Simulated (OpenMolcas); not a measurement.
# Predicting a hybrid from its neighbours: CH2AlN

CH2AlN: 5 atoms, total charge 0, spin state singlet. As SMILES, `N#[C][AlH2]`. The coordinates come from a PBE0-D4/def2-TZVP relaxation.

The electronic atomisation energy y, in eV, basis aug-cc-pVDZ; a is the functional's share of exact exchange. Programs: OpenMolcas 26.06.

```
functional     program     a  y (eV)
      BLYP  OpenMolcas     0   18.20
    revPBE  OpenMolcas     0   17.89
     B3LYP  OpenMolcas   0.2   18.04
      PBE0  OpenMolcas  0.25       ?
     BHLYP  OpenMolcas   0.5   17.26
```

Problem. Fit y = c + s·a to the known rows and predict PBE0.

Solution. 
1. Means of the 4 rows: a = 0.1750, y = 17.848.
2. Σ(Δa)² = 0.1675, Σ(Δa·Δy) = -0.25525, so the slope is -0.25525/0.1675 = -1.5239.
3. Intercept: 17.848 − (-1.5239) × 0.1750 = 18.115. The largest residual of the fit is 0.23.
4. PBE0: 18.115 + (-1.5239) × 0.25 = 17.73 eV.

The run gave 17.91 eV, so the prediction is off by -0.18 eV, within the scatter of the fit. The rows mix families of semi-local functionals, which the line can't see.

Atomisation energy falls with exact exchange along BLYP, B3LYP and BHLYP, but revPBE breaks the order: with no exact exchange it still binds less than B3LYP. The fitted slope rests almost entirely on BHLYP, because B3LYP lies practically at the mean of the two semi-local results. The fall probably reflects the C≡N triple bond, where semi-local exchange mimics part of the left-right correlation that exact exchange leaves out, a loss the correlation functional doesn't fully make good.

PBE0's place above the line needs no unusual bonding in the molecule. Its semi-local parent is PBE, whereas revPBE has a stronger gradient enhancement of exchange that typically lowers atomisation energies, so revPBE is a poor zero-exchange anchor for this hybrid. The slope is therefore an empirical summary of these functionals and not the response of PBE0 to its own exchange fraction. Without a reference atomisation energy, closeness to the line says nothing about which functional is most accurate.
